Margin notes on the constant-potential electrode equations and the differential capacitance

Note 1. Premises and conventions.

(a) Each electrode atom i = 1…M sits at a fixed position rᵢ and carries a variable charge qᵢ spread as a Gaussian, ρᵢ(r) = qᵢ η³ π^(−3/2) exp(−η²|r − rᵢ|²). This is the model of Siepmann and Sprik (1995) in the form used by Reed, Lanning and Madden (2007).
(b) The electrolyte has fixed partial charges q_a at positions r_a and is neutral. Its configuration is written r.
(c) The cell is periodic in x and y with area Ω and open along z. The left electrode lies at small z.
(d) A source holds ΔΨ = Ψ_L − Ψ_R fixed and only moves charge from one electrode to the other, so Σqᵢ = 0.
(e) The electrolyte is classical, at temperature T, with β = 1/kT.

Charges are in e, potentials in V, lengths in Å, capacitances in e/V or µF/cm². E is the column of M ones, and dᵢ = +1/2 on the left electrode and −1/2 on the right.

Note 2. Where the three terms of the energy come from.

The Coulomb energy is bilinear in charge, so it splits into an electrolyte part U₀(r), which also holds all short-range terms, an electrode part ½ qᵀAq, and a cross part. Let φᵢ(r) be the potential at r of a unit Gaussian on atom i with its periodic images. The cross part is Σᵢ qᵢ Σ_a q_a φᵢ(r_a), written −qᵀB with

Bᵢ(r) = −Σ_a q_a φᵢ(r_a).   (1)

The sign is easy to lose: B is minus the potential that the electrolyte creates at atom i, so a cation makes B negative nearby and induces negative charge. A_ij is the interaction of two unit Gaussians with images. The product of their Fourier transforms is exp(−k²/2η²), which in real space gives erf(ηr/√2)/(4πε₀r). Its limit at r = 0, η√(2/π)/(4πε₀), is the self term on the diagonal. A is symmetric and, by (a), constant.

When the source moves δQ from right to left it does work ΔΨ δQ. The function to minimise for cell plus source is therefore the cell energy minus ΔΨ Q_L. With Q ≡ dᵀq = (Q_L − Q_R)/2, neutrality gives Q = Q_L, and

U(r, q) = U₀(r) + ½ qᵀAq − qᵀB(r) − ΔΨ dᵀq.   (2)

Entries ±1 in d would impose a voltage 2ΔΨ and count the charge twice, which multiplies every quadratic form in d by four.

Note 3. Why a minimum exists, and only on the neutral subspace.

For electrode charges with transform ρ̂(k), k = (G, k_z) and G a vector of the two-dimensional reciprocal lattice,

½ qᵀAq = (1/2ε₀Ω) Σ_G ∫ (dk_z/2π) |ρ̂(k)|²/k².

The G = 0 integral converges at k_z → 0 only if ρ̂(0) = Σqᵢ vanishes. For neutral q the expression is finite and non-negative, and it is zero only if ρ̂ = exp(−k²/4η²) Σ qᵢ exp(−ik·rᵢ) vanishes at all these k, which for distinct sites means q = 0. So A is positive definite on neutral vectors. The Gaussian is what keeps the self term finite and inside this positive expression. For point charges the self term diverges, and dropping it forfeits the proof.

For charged q the energy diverges. An Ewald formula removes the divergence by discarding an infinite multiple of EEᵀ, and the finite remainder is a convention: A is defined only up to A → A + γEEᵀ. The A that a code assembles can have a negative eigenvalue (Note 9 shows one). An unconstrained stationary point of (2) is then a saddle and depends on γ. The constraint is part of the definition of the problem, and an iterative solver has to project onto Eᵀq = 0 at every step.

Note 4. The constrained minimum.

Put b = B + ΔΨ d and add χEᵀq with a multiplier χ. Stationarity in q gives

Aq − b + χE = 0.   (3)

Written as (Aq − B)ᵢ = ΔΨ dᵢ − χ, this is the constant-potential condition. The left side is the potential averaged over Gaussian i. It has one value on each electrode and the two values differ by ΔΨ. The common offset −χ changes with the configuration. For invertible A, q = A⁻¹(b − χE), and Eᵀq = 0 fixes χ = EᵀA⁻¹b/(EᵀA⁻¹E). Substituting,

q* = S(B + ΔΨ d),   S = A⁻¹ − A⁻¹EEᵀA⁻¹/(EᵀA⁻¹E).   (4)

The denominator cannot vanish. If it did, x = A⁻¹E would be a non-zero neutral vector with xᵀAx = xᵀE = 0, against Note 3.

Note 5. A second form of S, from which its properties follow at once.

Let the M − 1 columns of P span the neutral vectors, so EᵀP = 0 and q = Py. The q-dependent part of (2) becomes ½ yᵀ(PᵀAP)y − yᵀPᵀb, with a positive definite matrix and a unique minimum y = (PᵀAP)⁻¹Pᵀb. This is the same vector as (4) for every b, hence

S = P(PᵀAP)⁻¹Pᵀ.   (5)

From (5): S is symmetric, positive semidefinite and of rank M − 1. SE = 0, so a constant added to B or to d changes nothing, and only the difference of 1 between the left and right entries of d matters. SAS = S. S is unchanged under A → A + γEEᵀ because PᵀE = 0, which disposes of the convention of Note 3. Form (5) also survives a singular A. Since d is not proportional to E, Pᵀd ≠ 0 and

C₀ ≡ dᵀSd > 0.   (6)

With no electrolyte B = 0 and Q = C₀ΔΨ, so C₀ is the capacitance of the empty cell. It is computed once, from A alone.

Note 6. The Born–Oppenheimer surface and the forces on it.

Insert q* = Sb in (2). With SAS = S the quadratic term is ½ bᵀSb and the linear terms are −bᵀSb, so

U*(r) = U₀ − ½ bᵀSb = U₀ − ½ BᵀSB − ΔΨ dᵀSB − ½ C₀ΔΨ²,   (7)
Q*(r) = dᵀq* = dᵀSB(r) + C₀ΔΨ,   (8)
∂U*/∂ΔΨ = −dᵀSB − C₀ΔΨ = −Q*.   (9)

The term −½ BᵀSB is the image-charge attraction, never positive. The gradient of (7) in r_a is ∇U₀ − q*ᵀ∇B, which is the gradient of (2) at frozen q*. No derivative of q* is needed. A neutral residual δq left by an iterative solver changes the energy at second order, ½ δqᵀAδq, but the forces at first order, δqᵀ∇B. A tolerance judged on the energy overstates the quality of the forces.

Note 7. The differential capacitance from a Born–Oppenheimer run.

A thermostatted trajectory on U* samples exp(−βU*)/Z*, Z* = ∫dr exp(−βU*). In ⟨Q*⟩ = ∫dr Q* exp(−βU*)/Z* the voltage enters in three places. The observable gives ∂Q*/∂ΔΨ = C₀ by (8). The weight gives β⟨Q*²⟩ by (9). The normalisation gives −β⟨Q*⟩². Adding,

C_diff = d⟨Q*⟩/dΔΨ = dᵀSd + β⟨δQ*²⟩,   δQ* = Q* − ⟨Q*⟩.   (10)

This decomposition was set out by Scalfi and co-workers (2020). The familiar rule, response equals β times variance, assumes an observable with no explicit dependence on the field, and Q* has one. Two consequences are often missed. The slope of ⟨Q*⟩ between runs at different voltages already contains C₀ through (8) and needs no correction, so only the variance route lacks it. And since C₀ is independent of ΔΨ, the next derivative is uncorrected, dC_diff/dΔΨ = β²⟨δQ*³⟩.

Note 8. The first term is a fluctuation that the minimisation removes.

Let the charges fluctuate too, with weight exp(−βU(r, q)) on neutral q. Put q = q* + ξ with ξ = Py. The terms linear in ξ are ξᵀ(Aq* − b) = −χξᵀE = 0 by (3), so

U(r, q) = U*(r) + ½ ξᵀAξ.   (11)

The weight factorises. The integral over y is (2π/β)^((M−1)/2) det(PᵀAP)^(−1/2), a constant because A is constant, so r has the same distribution as in the Born–Oppenheimer run and ⟨Q⟩ = ⟨Q*⟩. The Gaussian gives ⟨yyᵀ⟩ = (PᵀAP)⁻¹/β, hence ⟨ξξᵀ⟩ = S/β by (5). Now Q = Q* + dᵀξ with independent parts, and

β⟨δQ²⟩ = β⟨δQ*²⟩ + dᵀSd.   (12)

In this ensemble ΔΨ couples only through −ΔΨ Q and Q has no explicit voltage dependence, so d⟨Q⟩/dΔΨ = β⟨δQ²⟩, and (12) reproduces (10) by a second route. The missing variance kT C₀ is the thermal charge noise of the empty capacitor. Whether the charge modes of a real metal are thermally excited does not affect (10), where C₀ enters as a static response.

Note 9. Evaluating C₀ for planar lattice electrodes.

Sd is the charge pattern of the empty cell at unit voltage. In-plane translations leave A and d unchanged, so for one atom per layer in the primitive surface cell (area Ω₁) all atoms of a layer carry the same charge, and the problem shrinks to a matrix over layers. Write the potential on an atom due to a layer of unit charges at height difference z ≥ 0 and lateral offset s as u/(2ε₀Ω₁), with u a length. With κ = η/√2, each G contributes (1/π) cos(G·s) ∫dk_z exp(−k²/4κ²) cos(k_z z)/k². These are the integrals of the two-dimensional Ewald sum, and with the constant (1/π)∫dk_z/k_z² discarded at G = 0,

u(z, s) = −[z erf(κz) + exp(−κ²z²)/(κ√π)] + Σ_(G≠0) (cos(G·s)/2G)[e^(Gz) erfc(G/2κ + κz) + e^(−Gz) erfc(G/2κ − κz)].   (13)

No real-space sum or self correction is left, because the Gaussian interaction is exactly the smooth Ewald part at splitting parameter κ. Across a wide gap u = −z up to exponentially small terms. Within a layer

u₀ = −1/(κ√π) + Σ_(G≠0) erfc(G/2κ)/G.   (14)

For one layer per electrode at separation L the layer matrix has u₀ on the diagonal and −L off it. Its eigenvalue u₀ − L, for the charged vector (1, 1), is negative: this is the saddle of Note 3. For charges ±q per atom, ΔΨ = 2q(u₀ + L)/(2ε₀Ω₁), so

C₀ = ε₀Ω/L_eff,   (15)

with L_eff = L + u₀. For two layers with spacing c and coupling u₁, let a fraction f of the charge sit on the rear layer. In units of q/(2ε₀Ω₁) the front layer has potential (1 − f)u₀ + f u₁ + L + fc and the rear layer (1 − f)u₁ + f u₀ + L + c + fc. Equating them gives (1 − 2f)(u₀ − u₁) = c, that is

f = ½[1 − c/(u₀ − u₁)],   L_eff = L + u₀ − f(u₀ − u₁ − c).   (16)

Note 10. The long-range convention is part of C₀.

A slab is often run with three-dimensional Ewald sums, conducting boundary conditions and a box height L_z. The potential is then periodic in z. For two sheets ±Q the drop across the inner gap L must be recovered across the outer gap L_z − L, the two gaps act in parallel, and ε₀Ω/C₀ = L(L_z − L)/L_z. For L_z = 3L this raises C₀ by half. The dipole correction of Yeh and Berkowitz (1999) adds M_tot²/(2ε₀ΩL_z), with M_tot = Σqᵢzᵢ + M_z and M_z = Σ q_a z_a. Expanding the square adds zᵢz_j/(ε₀ΩL_z) to A_ij and −zᵢM_z/(ε₀ΩL_z) to Bᵢ. For the two sheets it adds L²/L_z to ε₀Ω/C₀, and the sum is L, as in the open geometry. The correction has to be in A and B as well as in the forces. Otherwise the charges do not minimise the energy that generates the motion, and (9) and (10) fail.

Note 11. What the fluctuating part measures.

By (1) and the symmetry of S, dᵀSB = −Σ_a q_a φ⁽¹⁾(r_a), where φ⁽¹⁾ = Σᵢ (Sd)ᵢ φᵢ is the potential of the empty cell per unit voltage. This is the Shockley–Ramo relation. By Gauss's law the laterally averaged field in the gap is C₀/(ε₀Ω) = 1/L_eff per volt, so φ⁽¹⁾ = const − z/L_eff plus a corrugation that decays as exp(−Gz). The constant drops out for a neutral electrolyte, and without the corrugation

Q* = C₀ΔΨ + M_z/L_eff,   C_diff = C₀ + β⟨δM_z²⟩/L_eff².   (17)

The sign is as expected: a cation near the right electrode raises M_z and leaves the left electrode positive. Water dipoles and ion displacements both enter M_z.

Note 12. A solvable case that shows both terms.

Replace the electrodes by planes a distance L ≡ L_eff apart and the electrolyte by a conducting slab that stops a distance w short of each, with surface charges −p on the left face and +p on the right. The field is Q/ε₀Ω in the two gaps and (Q − p)/ε₀Ω inside, so

U = [2wQ² + (L − 2w)(Q − p)²]/(2ε₀Ω) − ΔΨ Q.

Minimising over Q gives Q* = ε₀ΩΔΨ/L + p(L − 2w)/L, which is (17) with M_z = p(L − 2w). The p² term of U* is p² 2w(L − 2w)/(2Lε₀Ω), so β⟨δp²⟩ = ε₀ΩL/[2w(L − 2w)] and

β⟨δQ*²⟩ = ε₀Ω(L − 2w)/(2wL) = ε₀Ω[1/(2w) − 1/L].   (18)

Adding C₀ = ε₀Ω/L gives C_diff = ε₀Ω/(2w), two gaps in series, which is also what minimising over Q and p together gives. The physical capacitance is independent of L, while the variance alone is not. The fraction missed is C₀/C_diff = 2w/L. A variance-only capacitance that creeps up with electrode separation is showing this term.

Note 13. Statistical error of the variance.

For a Gaussian process with variance σ² and normalised autocorrelation ρ(t), the covariance of δQ*² at lag t is 2σ⁴ρ². The time average over a run of length T_run therefore has variance (4σ⁴/T_run)∫₀^∞ ρ² dt. For ρ = exp(−t/τ) the relative statistical error of the fluctuation term is √(2τ/T_run). It falls below C₀ once T_run > 2τ(C_fl/C₀)², with C_fl = β⟨δQ*²⟩. C₀ itself carries no statistical error, and its omission is a bias of fixed sign that no averaging removes. With several relaxation times the integral of ρ² is to be used.

Note 14. Range of validity.

Equations (4) to (12) are exact for the model of Note 1 at any ΔΨ, with no linear-response assumption on the electrolyte, since B(r) is arbitrary. They need the following.

The energy must be quadratic in q. A constant diagonal term added to A, as in screening-length or hardness models of the metal, changes C₀ but not the derivation. A density of states that varies with filling, as in a semiconductor or semimetal electrode, makes the first term depend on voltage.

A must be independent of r. If electrode atoms move, (10) becomes ⟨dᵀS(r)d⟩ + β⟨δQ*²⟩, since (8) and (9) hold at each configuration, but the determinant in Note 8 varies and the two ensembles cease to share the distribution of r. The same form holds for a polarisable electrolyte whose induced dipoles are minimised along with q. S then comes from the joint Hessian, and the first term is the capacitance of the cell filled with the frozen, electronically polarisable liquid, which exceeds the empty-cell value.

There must be no charge transfer between metal and electrolyte, and the electrolyte must be neutral. Sampling must be at equilibrium, over times long against the slowest ionic relaxation. C_diff belongs to the whole cell. Assigning 2C_diff to each interface requires a field-free bulk region and a symmetric cell near zero charge. Equation (17) further needs planar electrodes and ions outside the corrugated zone.

Note 15. Numbers for 1 mol/L aqueous NaCl between Au(100) electrodes.

Inputs, all typical or assumed: fcc lattice constant of gold a = 4.08 Å (typical), unreconstructed surface, η = 1.8 Å⁻¹ (assumed, a typical model choice), a cell of 5 × 5 cubic cells, L = 50 Å between the facing atomic planes, T = 298 K, relative permittivity of water 78 (typical), and a vacuum-equivalent thickness of the ion-free inner layer h = 1.5 Å (assumed, counted from the effective plane of (15), and lumping geometry with interfacial water polarisation).

Geometry. The (100) layer is a square lattice of side a/√2 = 2.885 Å with Ω₁ = a²/2 = 8.32 Å². The cell has 50 atoms per layer and Ω = 416.16 Å². Layers are c = a/2 = 2.04 Å apart, each shifted by half the diagonal of the square. With G = g₀(m, n) and g₀ = 2π√2/a = 2.178 Å⁻¹, the factor cos(G·s) between neighbouring layers is (−1)^(m+n). Also κ = 1.273 Å⁻¹.

Empty cell. In (14) the first term is −0.4433 Å and the sum is 0.5549 Å, so u₀ = 0.1116 Å. Equation (13) gives u₁ = −2.0591 Å for the next layer and u₂ = −4.0797 Å for the one after. From (16), f = 0.030 and L_eff − L = 0.108 Å: the front layer holds about 97 % of the charge, and the effective planes lie slightly behind the nuclei. A third layer, solved from (4) with u₂, moves L_eff by less than 0.001 Å. With L_eff = 50.108 Å,

C₀/Ω = 0.177 µF/cm²,   C₀ = 0.0459 e/V.

Corrugation. For a single layer, the first shell of four G vectors gives a field above an atom of 2 exp(−g₀z) times the uniform field, which is 0.3 % at z = 3 Å and 2.6 % at z = 2 Å. Equation (17) is good to that level.

Filled cell. No trajectory is analysed here, and the electrolyte is the slab of Note 12 near zero voltage. The Debye length √(78 ε₀kT/2ne²), with n the number density of each ion, is 3.03 Å. The linear diffuse layer adds 3.03/78 = 0.039 Å in series, so w = 1.539 Å. Debye–Hückel theory is crude at 1 mol/L, but this term is only 2.5 % of w. The slab is 15.5 Debye lengths thick, so its interior is field-free. In a fixed-charge model all water and ion response sits in the fluctuation term, so by (10) that term is C_diff − C₀, as in (18). The model gives

C_diff/Ω = ε₀/2w = 2.88 µF/cm², or C_diff = 0.747 e/V,
β⟨δQ*²⟩/Ω = 2.70 µF/cm², or 0.701 e/V,
C₀/C_diff = 6.1 %.

With kT/e = 0.0257 V, the root-mean-square charge in a Born–Oppenheimer run is 0.134 e. With fluctuating charges it would be 0.139 e, the difference being an independent noise of 0.0343 e added in quadrature. Since C_fl/C₀ = 15.3, a run longer than about 4.7 × 10² τ has a statistical error smaller than the omitted term.

Size of two premises. Extrapolated linearly to 1 V the model carries 2.88 µC/cm², and the electrostatic pull σ²/2ε₀ on the surface, σ being this charge density, is 47 MPa. Divided by C₁₁ = 192.44 GPa (compiled value, Blaschke, room temperature), the modulus for laterally clamped strain along [100], this is a strain of 2.4 × 10⁻⁴. A ten-layer electrode held at its back would extend by 0.004 Å, and the two together would change C₀ by 0.02 %, so this static deformation is negligible. Polarisability is not negligible on the scale of C₀. With a typical optical permittivity of water of 1.8 filling all but the two inner layers, the first term becomes ε₀/[2h + (L_eff − 2h)/1.8] = 0.30 µF/cm², 1.7 times the empty-cell value, and adding the empty-cell C₀ to the variance of such a run would undercorrect.

The model's capacitance per interface, ε₀/w = 5.75 µF/cm², follows almost wholly from the assumed h and belongs to the model, not to gold. Real gold electrodes in aqueous salt typically show about 20 to 40 µF/cm², so the model is low by a factor of roughly 3.5 to 7. Electron spill-out from the metal and specific adsorption of chloride, both absent from the premises, are the usual suspects. C₀ depends only on the electrode geometry and η, so in a model with a larger interfacial capacitance the missing fraction 2w/L_eff would be smaller than 6.1 % in the same proportion.